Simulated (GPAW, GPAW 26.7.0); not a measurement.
# First-layer Pd 3d core-level shift of Pd(110): core-hole slab calculations and the uncertainty of the bulk reference

## Experimental context

High-resolution core-level photoemission on clean Pd(110) places the Pd 3d level of first-layer atoms 0.55 eV below that of the bulk in binding energy ("Surface core-level shifts of some 4d-metal single-crystal surfaces: Experiments and ab initio calculations" (1994, Phys. Rev. B 50, 17525, Tables I and III)). The negative sign means that a core electron of a surface atom is the more weakly bound. Such a shift is the separation of two fitted components of one line rather than of two isolated peaks, so in our view it depends on the line shape assumed and on the cleanness of the surface, to which hydrogen and CO stick readily. It contains the screening of the core hole as well as the initial-state shift. The temperature is not given with the value.

| compared with | measured | source's wording or label | method |
| --- | --- | --- | --- |
| first-layer shift (eV) | −0.55 | Pd 3d, first layer against the bulk | high-resolution core-level photoemission |

Conditions are those given with the value in the passage it was taken from; "not stated" means there, and the paper may say more elsewhere. The values are a selection: others may have been left out beforehand as unlike or outlying.

## Aim and plan

We aim to reproduce the first-layer shift within 0.15 eV. That is roughly a quarter of the effect: tight enough to test its size as well as its sign, and wide enough for a slab model in which the core hole repeats with the surface cell.

The model is a seven-layer 1x1 slab of the unreconstructed surface. The shift is taken as a difference of total energies, with the screened hole placed once in the top layer and once in the middle. This keeps the final-state contribution, which a comparison of initial-state core levels would miss. We relax the outer layers rather than rely on the cheaper bulk-cut surface. The open (110) face contracts its first spacing, which broadens the surface d band, and we expect unrelaxed atoms to exaggerate the shift. Spin polarisation is left off, since palladium is nonmagnetic but so strongly exchange-enhanced that semilocal functionals may magnetise it spuriously. Thermal motion is neglected and should matter little at this target.

PBE on relaxed atoms at the measured lattice constant comes first. Its sampling and slab thickness are then tested, and a neighbouring functional is set beside it for scale. A wider surface cell, which would dilute the hole, is not shown in this report.

System: clean Pd(110); 1x1 slab of Pd, a = 3.893 A from a measured cell (COD).

On the selection of runs and values: Besides any runs that a report passes over, these were set aside when the results were gathered: 1 ended timeout; 2 planned but not run to their end in the time given.

## 1. PBE with a screened core hole

The measured in-plane lattice constant keeps the surface density of atoms right, while the relaxation lets the outer layers find their spacing. We expect a negative shift of several tenths of an electronvolt.

**Run 1.** GPAW 26.7.0: PBE, 7 layers, 14 A vacuum, measured lattice, relaxed, core hole in the 1x1 cell, 3 inner atoms held in the relaxation; relaxation step without spin-orbit coupling on gpaw pw at 420 eV, mesh 12x16x1: atoms moved by up to 0.09 A (mesh 12x16x1, cutoff 420 eV, 7 atoms).

Key lines of the input:
```
atoms = Atoms(['Pd', 'Pd', 'Pd', 'Pd', 'Pd', 'Pd', 'Pd'],
              cell=[[3.893, 0.0, 0.0], [0.0, 2.752767, 0.0], [0.0, 0.0, 22.2583]],
              scaled_positions=[[0.0, 0.0, 0.685996], [0.5, 0.5, 0.627757], [0.0, 0.0, 0.561837], [0.5, 0.5, 0.5], [0.0, ...],
              pbc=(True, True, True))
params = dict(mode=PW(420),
              xc='PBE',
              kpts={'size': (12, 16, 1), 'gamma': True},
              occupations=FermiDirac(0.05),
              nbands=-8,
              maxiter=200,
              txt='gs.txt',
              mixer=Mixer(0.05, 8, 80))
hole.calc = GPAW(**{**params, 'charge': -1, 'txt': f'hole{i}.txt', 'setups': {**params.get('setups', {}), i: 'hole' + params.get('setups', {}).get(atoms[i].symbol, '')}})
out['levels'][i] = hole.get_potential_energy(force_consistent=True) + hole.calc.get_reference_energy() - e0
```

Command:
```
gpaw-setup -f PBE Pd > setup.log
gpaw-setup -f PBE --core-hole=3d,1.0 --name=hole Pd > setup.log
OMP_NUM_THREADS=1 mpirun -n 4 gpaw python run.py > run.log
```

Selected lines of the output:
```
[energy with the hole less without, eV] Pd 1 3d: 335.028, Pd 2 3d: 335.480, Pd 4 3d: 335.536
```

Converged; 29 min on 4 cores of Arm Neoverse V2, shared host.

| quantity | run 1 | measured | deviation |
| --- | --- | --- | --- |
| first-layer shift (eV) | −0.509 | −0.55 | +0.041 |

PBE gives a shift of −0.509 eV, 0.041 eV smaller in size than the measured one and well inside the target. In this slab the effect is confined almost entirely to the outermost atoms: the second-layer level lies only 0.056 eV below that of the middle layer. The relaxed slab has its first spacing contracted by about 6 % and its second expanded by about 7 %. Part of that expansion may come from holding PBE palladium at an in-plane lattice constant smaller than its own.

## 2. Sampling and slab thickness

The shift is a small difference between two large excitation energies, and palladium has a high, narrow density of states at the Fermi level, so the k-point mesh is the first setting to test. The second is the thickness, because the middle of seven layers has only three layers on either side to stand for the bulk. We change each separately, with a denser mesh on the seven-layer slab and a nine-layer slab on the original mesh. We expect changes of a few hundredths of an electronvolt.

**Run 2.** GPAW 26.7.0: PBE, 7 layers, 14 A vacuum, another k-point mesh, core hole in the 1x1 cell, atoms relaxed first, 3 inner atoms held in the relaxation; relaxation step without spin-orbit coupling on gpaw pw at 420 eV, mesh 18x26x1: atoms moved by up to 0.09 A (mesh 18x26x1, cutoff 420 eV, 7 atoms).

Key lines of the input, as changed from run 1:
```diff
  atoms = Atoms(['Pd', 'Pd', 'Pd', 'Pd', 'Pd', 'Pd', 'Pd'],
-               scaled_positions=[[0.0, 0.0, 0.685996], [0.5, 0.5, 0.627757], [0.0, 0.0, 0.561837], [0.5, 0.5, 0.5], [0.0, ...],
+               scaled_positions=[[0.0, 0.0, 0.686099], [0.5, 0.5, 0.627769], [0.0, 0.0, 0.561837], [0.5, 0.5, 0.5], [0.0, ...],
  params = dict(mode=PW(420),
-               kpts={'size': (12, 16, 1), 'gamma': True},
+               kpts={'size': (18, 26, 1), 'gamma': True},
```

Selected lines of the output:
```
[energy with the hole less without, eV] Pd 1 3d: 335.023, Pd 2 3d: 335.474, Pd 4 3d: 335.535
```

Converged; 68 min on 4 cores of Arm Neoverse V1, shared host.

**Run 3.** GPAW 26.7.0: PBE, 9 layers, measured lattice, relaxed, core hole in the 1x1 cell, 3 inner atoms held in the relaxation; relaxation step without spin-orbit coupling on gpaw pw at 420 eV, mesh 12x16x1: atoms moved by up to 0.12 A (mesh 12x16x1, cutoff 420 eV, 9 atoms).

Key lines of the input, as changed from run 1:
```diff
- atoms = Atoms(['Pd', 'Pd', 'Pd', 'Pd', 'Pd', 'Pd', 'Pd'],
-               cell=[[3.893, 0.0, 0.0], [0.0, 2.752767, 0.0], [0.0, 0.0, 22.2583]],
-               scaled_positions=[[0.0, 0.0, 0.685996], [0.5, 0.5, 0.627757], [0.0, 0.0, 0.561837], [0.5, 0.5, 0.5], [0.0, ...],
+ atoms = Atoms(['Pd', 'Pd', 'Pd', 'Pd', 'Pd', 'Pd', 'Pd', 'Pd', 'Pd'],
+               cell=[[3.893, 0.0, 0.0], [0.0, 2.752767, 0.0], [0.0, 0.0, 25.011067]],
+               scaled_positions=[[0.0, 0.0, 0.722456], [0.5, 0.5, 0.670062], [0.0, 0.0, 0.612185], [0.5, 0.5, 0.555031], ...],
  params = dict(mode=PW(420),
-               nbands=-8,
+               nbands=-10,
```

Selected lines of the output:
```
[energy with the hole less without, eV] Pd 1 3d: 335.027, Pd 2 3d: 335.482, Pd 5 3d: 335.625
```

Converged; 28 min on 4 cores of Intel Xeon 6975P-C (Granite Rapids), shared host.

| quantity | run 2 | run 3 | measured |
| --- | --- | --- | --- |
| first-layer shift (eV) | −0.512 | −0.598 | −0.55 |

The denser mesh changes the shift by only 0.003 eV, so the sampling is settled for the seven-layer slab. Thickness matters more than we expected: nine layers give −0.598 eV, a change of 0.089 eV. The top-layer excitation energy stays within 0.001 eV of its seven-layer value, while that of the middle layer rises from 335.536 to 335.625 eV. It is therefore the bulk reference that moves, not the surface atom. The second layer hardly moves either (335.482 eV), so it now lies about 0.14 eV below the middle layer, and the shift is less confined to the top layer than the seven-layer slab suggested.

Both thicknesses meet the target, on opposite sides of the measured shift, but two slabs don't establish a thickness limit. The added layers also bring a further relaxed spacing, expanded by about 4 %, so the change isn't purely one of distance from the surface.

## 3. Lattice constant, cutoff and a neighbouring functional

The expanded inner spacings suggest that PBE palladium is under in-plane compression at the measured lattice constant. Repeating the seven-layer slab at the PBE lattice constant tests how far this strain affects the shift. PBEsol, also at its own lattice constant, then gives a comparison of functionals without that mismatch. A cutoff raised by 30 % at the measured lattice constant completes the numerical checks. We expect all three to stay within about 0.1 eV of the first PBE result.

**Run 4.** GPAW 26.7.0: PBE, 7 layers, 14 A vacuum, PBE lattice, relaxed slab, core hole in the 1x1 cell, 3 inner atoms held in the relaxation; relaxation step without spin-orbit coupling on gpaw pw at 420 eV, mesh 12x16x1: atoms moved by up to 0.06 A (mesh 12x16x1, cutoff 420 eV, 7 atoms).

Key lines of the input, as changed from run 1:
```diff
  atoms = Atoms(['Pd', 'Pd', 'Pd', 'Pd', 'Pd', 'Pd', 'Pd'],
-               cell=[[3.893, 0.0, 0.0], [0.0, 2.752767, 0.0], [0.0, 0.0, 22.2583]],
-               scaled_positions=[[0.0, 0.0, 0.685996], [0.5, 0.5, 0.627757], [0.0, 0.0, 0.561837], [0.5, 0.5, 0.5], [0.0, ...],
+               cell=[[3.930027, 0.0, 0.0], [0.0, 2.778949, 0.0], [0.0, 0.0, 22.2583]],
+               scaled_positions=[[0.0, 0.0, 0.684988], [0.5, 0.5, 0.627659], [0.0, 0.0, 0.562425], [0.5, 0.5, 0.5], [0.0, ...],
```

Selected lines of the output:
```
[energy with the hole less without, eV] Pd 1 3d: 335.010, Pd 2 3d: 335.438, Pd 4 3d: 335.458
```

Converged; 27 min on 4 cores of Arm Neoverse V1, shared host.

**Run 5.** GPAW 26.7.0: PBEsol, 7 layers, 14 A vacuum, own relaxed lattice, relaxed slab, core hole in the 1x1 cell, 3 inner atoms held in the relaxation; relaxation step without spin-orbit coupling on gpaw pw at 420 eV, mesh 12x16x1: atoms moved by up to 0.06 A (mesh 12x16x1, cutoff 420 eV, 7 atoms).

Key lines of the input, as changed from run 1:
```diff
  atoms = Atoms(['Pd', 'Pd', 'Pd', 'Pd', 'Pd', 'Pd', 'Pd'],
-               cell=[[3.893, 0.0, 0.0], [0.0, 2.752767, 0.0], [0.0, 0.0, 22.2583]],
-               scaled_positions=[[0.0, 0.0, 0.685996], [0.5, 0.5, 0.627757], [0.0, 0.0, 0.561837], [0.5, 0.5, 0.5], [0.0, ...],
+               cell=[[3.867146, 0.0, 0.0], [0.0, 2.734485, 0.0], [0.0, 0.0, 22.2583]],
+               scaled_positions=[[0.0, 0.0, 0.681897], [0.5, 0.5, 0.625602], [0.0, 0.0, 0.561426], [0.5, 0.5, 0.5], [0.0, ...],
  params = dict(mode=PW(420),
-               xc='PBE',
+               xc='PBEsol',
```

Command:
```
gpaw-setup -f PBEsol Pd > setup.log
gpaw-setup -f PBEsol --core-hole=3d,1.0 --name=hole Pd > setup.log
OMP_NUM_THREADS=1 mpirun -n 4 gpaw python run.py > run.log
```

Selected lines of the output:
```
[energy with the hole less without, eV] Pd 1 3d: 335.173, Pd 2 3d: 335.648, Pd 4 3d: 335.670
```

Converged; 17 min on 4 cores of Intel Xeon 6975P-C (Granite Rapids), shared host.

**Run 6.** GPAW 26.7.0: PBE, 7 layers, 14 A vacuum, cutoff at 130 % of the usual, core hole in the 1x1 cell, atoms relaxed first, 3 inner atoms held in the relaxation; relaxation step without spin-orbit coupling on gpaw pw at 546 eV, mesh 12x16x1: atoms moved by up to 0.09 A (mesh 12x16x1, cutoff 546 eV, 7 atoms).

Key lines of the input, as changed from run 1:
```diff
  atoms = Atoms(['Pd', 'Pd', 'Pd', 'Pd', 'Pd', 'Pd', 'Pd'],
-               scaled_positions=[[0.0, 0.0, 0.685996], [0.5, 0.5, 0.627757], [0.0, 0.0, 0.561837], [0.5, 0.5, 0.5], [0.0, ...],
+               scaled_positions=[[0.0, 0.0, 0.686161], [0.5, 0.5, 0.627777], [0.0, 0.0, 0.561837], [0.5, 0.5, 0.5], [0.0, ...],
- params = dict(mode=PW(420),
+ params = dict(mode=PW(546),
```

Selected lines of the output:
```
[energy with the hole less without, eV] Pd 1 3d: 335.022, Pd 2 3d: 335.476, Pd 4 3d: 335.534
```

Converged; 41 min on 4 cores of Intel Xeon Platinum 8259CL at 2.50GHz (Skylake/Cascade Lake), shared host.

| quantity | run 4 | run 5 | run 6 | measured |
| --- | --- | --- | --- | --- |
| first-layer shift (eV) | −0.448 | −0.497 | −0.512 | −0.55 |

All three shifts lie within the target. The higher cutoff changes the first PBE result by only 0.003 eV, as little as the denser mesh did.

At the PBE lattice constant the shift shrinks to −0.448 eV, 0.061 eV smaller in size than at the measured one. Most of this again comes from the middle layer, whose excitation energy falls by 0.078 eV against 0.018 eV for the top layer. The expansion of the second spacing drops from about 7 % to under 5 %, which supports our suspicion that in-plane compression caused part of it. The lattice constant itself was relaxed at a moderate fixed cutoff and may differ somewhat from the converged PBE value, so −0.448 eV carries that reserve.

PBEsol, also at its own lattice constant and with the same reserve, gives −0.497 eV. It differs from PBE treated in the same way by 0.049 eV, less than the change from seven to nine layers at the measured lattice constant. We therefore don't rank the two functionals.

## Overview

| run | settings | first-layer shift (eV) | deviation | cost |
| --- | --- | --- | --- | --- |
| 1 | PBE, 7 layers, 14 A vacuum, measured lattice, relaxed, mesh 12x16x1: atoms moved by up to 0.09 A (mesh 12x16x1, cutoff 420 eV, 7 atoms) | −0.509 | +0.041 | 2 core-h |
| 2 | PBE, 7 layers, 14 A vacuum, another k-point mesh, atoms relaxed first | −0.512 | +0.038 | 4.6 core-h |
| 3 | PBE, 9 layers, measured lattice, relaxed, mesh 12x16x1: atoms moved by up to 0.12 A (mesh 12x16x1, cutoff 420 eV, 9 atoms) | −0.598 | −0.048 | 1.9 core-h |
| 4 | PBE, 7 layers, 14 A vacuum, PBE lattice, relaxed slab, mesh 12x16x1: atoms moved by up to 0.06 A (mesh 12x16x1, cutoff 420 eV, 7 atoms) | −0.448 | +0.102 | 1.8 core-h |
| 5 | PBEsol, 7 layers, 14 A vacuum, own relaxed lattice, relaxed slab, mesh 12x16x1: atoms moved by up to 0.06 A (mesh 12x16x1, cutoff 420 eV, 7 atoms) | −0.497 | +0.053 | 68 core-min |
| 6 | PBE, 7 layers, 14 A vacuum, cutoff at 130 % of the usual, atoms relaxed first, relaxation step without spin-orbit coupling on gpaw pw at 546 eV | −0.512 | +0.038 | 2.7 core-h |
|  | measured | −0.55 |  |  |

Further runs on the same system, made beside this series (convergence steps with loose settings among them):

| further | settings | first-layer shift (eV) | deviation | cost |
| --- | --- | --- | --- | --- |
| F1 | PBE, 6 layers, measured lattice, relaxed, core hole in the 1x1 cell, 2 inner atoms held in the relaxation, mesh 12x16x1: atoms moved by up to 0.09 A (mesh 12x16x1, cutoff 420 eV, 6 atoms) | −0.511 | +0.039 | 83 core-min |
| F2 | PBE, 7 layers, 8 A vacuum, core hole in the 1x1 cell, atoms relaxed first, 3 inner atoms held in the relaxation, mesh 12x16x1: atoms moved by up to 0.09 A (mesh 12x16x1, cutoff 420 eV, 7 atoms) | −0.511 | +0.039 | 69 core-min |
| F3 | PBE, 7 layers, 14 A vacuum, another k-point mesh, core hole in the 1x1 cell, atoms relaxed first, 3 inner atoms held in the relaxation | −0.509 | +0.041 | 33 core-min |
| F4 | PBE, 7 layers, 14 A vacuum, cutoff at 65 % of the usual, core hole in the 1x1 cell, atoms relaxed first, 3 inner atoms held in the relaxation | −0.519 | +0.031 | 51 core-min |
| F5 | PBE, 7 layers, 14 A vacuum, Fermi-Dirac width 0.2 eV, core hole in the 1x1 cell, atoms relaxed first, 3 inner atoms held in the relaxation | −0.511 | +0.039 | 2.1 core-h |
| F6 | LDA, 7 layers, 14 A vacuum, measured lattice, bulk-cut atoms, core hole in the 1x1 cell (mesh 12x16x1, cutoff 420 eV, 7 atoms) | −0.621 | −0.071 | 51 core-min |
|  | measured | −0.55 |  |  |

## Assessment

The seven-layer PBE slab at the measured lattice constant meets the target: its first-layer shift of −0.509 eV is 0.041 eV smaller in size than the measured one, at a cost of about 2 core-hours. The nine-layer slab also passes, with an error of similar size and opposite sign.

The closeness to a few hundredths of an electronvolt is partly fortuitous. A denser mesh, a higher cutoff, a thinner vacuum and a broader smearing each change the shift by 0.003 eV or less, whereas going from seven to nine layers changes it by 0.089 eV. Six layers agree with seven to 0.002 eV, which would have suggested a convergence that the nine-layer slab contradicts. The thickness test was thus the most important check. It showed that, among the settings varied here, the uncertainty lies mainly in the middle layer that stands for the bulk; a thickness-converged value is not shown in this report.

The lattice constant, which sets the spacing of the held inner layers as well as the in-plane cell, acts mainly on the same reference. PBE at its own lattice constant gives a smaller shift, still within the target. That lattice constant and the PBEsol one come from relaxations at a moderate fixed cutoff, so both results serve for scale only and carry no weight in the verdict. LDA on bulk-cut atoms gives a larger shift of −0.621 eV, but it differs in both functional and geometry and doesn't isolate the effect of relaxation.

The computed quantity is of the same kind as the measured one, a total-energy difference that includes the screening of the hole; the share due to screening is not shown in this report. In the 1x1 cell every atom of the chosen layer carries the hole; how much this repetition contributes, and in which direction, is likewise not shown in this report. The effects of thermal motion and of spin polarisation are also not shown in this report.

[Logs are printed without paths, hosts, clocks, repeated set-up lines and the standing remarks that a program may print on its own settings, such as how far it seeks lower states.]

[The runs shown are a pick from a larger set of finished runs; failed, doubtful and other runs were left out of it ahead of writing. So were measured values far from every level or from commonly accepted values, and agreement can look better than it is. Lines of input and output are excerpts and may be shortened.]
